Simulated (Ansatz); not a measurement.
## Mo: the change of energy above lowest point and pressure with volume scale

All results are calculated (Ansatz 0.2.0). Free energy against uniform scaling of the volume at fixed shape and fractions; periodic cell, basis, potentials, k mesh and filling as listed.

The cell before it is scaled or strained (space group Im-3m, No. 229):
```
cell vectors (Å)
  -1.5734     1.5734     1.5734
   1.5734    -1.5734     1.5734
   1.5734     1.5734    -1.5734
atoms (fractions of the cell vectors)
Mo  0.00000  0.00000  0.00000
```

Settings of every row: functional LDA; dispersion none; potentials PAW; wave cutoff 510 eV; density cutoff 2040 eV; k mesh 13x13x13; k shift 0x0x0; occupations cold; smearing width 0.1 eV; spin none.

Limits: coarse k mesh, up to 40 meV an atom off.

| row | volume scale | V (Å³/atom) | energy above lowest point (meV/atom) | pressure (GPa) |
| --- | --- | --- | --- | --- |
| 1 | 0.94 | 14.646 | 9.6 | 8.33 |
| 2 | 0.96 | 14.957 | 0 | 1.66 |
| 3 | 0.98 | 15.269 | 2.7 | -4.31 |
| 4 | 1 | 15.58 | 16.3 | -9.62 |
| 5 | 1.02 | 15.892 | 39.7 | -14.34 |
| 6 | 1.04 | 16.204 | 71.8 | -18.55 |
| 7 | 1.06 | 16.515 | ? | ? |

Question: what energy above lowest point and pressure should row 7 give?

Worked fit of energy above lowest point. Take u = (V_r/V)^(2/3) − 1 with V_r = 15.425 Å³ an atom, which is twice the finite (Eulerian) strain; such expansions in the strain, on which the Birch-Murnaghan equation of state is built, carry the rest volume and the bulk modulus. The shown rows have u = 0.03515, 0.02075, 0.0068, -0.00664, -0.01969, -0.03231. Least squares give energy above lowest point = 8.23 − 1017 × u + 29711 × u² + 9302 × u³ meV/atom; a parabola predicts inner rows, each left out in turn, worse (root mean square 0.12 against 0.014 meV/atom). All shown rows lie on it to the printed digit. Its lowest point lies at u = 0.0170, or V = 15.04 Å³ an atom, and the curvature there gives the bulk modulus at fixed shape and fractions, B = (4/9)(1 + u)² E″(u)/V = 296 GPa. The withheld row has u = -0.0445, so the fit gives 8.23 − 1017 × (-0.0445) + 29711 × (-0.0445)² + 9302 × (-0.0445)³ = 111.5 meV/atom.

The calculation gave 111.6 meV/atom. The fit lies 0.1 meV/atom (0.09 % of the column's range) below it, one unit of the last digit. This row lies beyond the range of the fit.

Worked fit of pressure. Take u = (V_r/V)^(2/3) − 1 with V_r = 15.425 Å³ an atom, which is twice the finite (Eulerian) strain; such expansions in the strain, on which the Birch-Murnaghan equation of state is built, carry the rest volume and the bulk modulus. The shown rows have u = 0.03515, 0.02075, 0.0068, -0.00664, -0.01969, -0.03231. Least squares give pressure = −7.049 + 394.85 × u + 1210.6 × u² GPa; a straight line predicts inner rows, each left out in turn, worse (root mean square 0.53 against 0.011 GPa). The rows lie off it by 0.00, -0.01, 0.00, 0.00, 0.01, -0.01. The pressure vanishes at u = 0.0170, or V = 15.04 Å³ an atom, and there the bulk modulus at fixed shape and fractions is B = −V dP/dV = (2/3)(1 + u) dP/du = 296 GPa. The withheld row has u = -0.0445, so the fit gives −7.049 + 394.85 × (-0.0445) + 1210.6 × (-0.0445)² = -22.22 GPa.

The calculation gave -22.32 GPa. The fit lies 0.10 GPa (0.33 % of the column's range) above it; its largest miss of a shown row is 0.01 GPa. This row lies beyond the range of the fit.
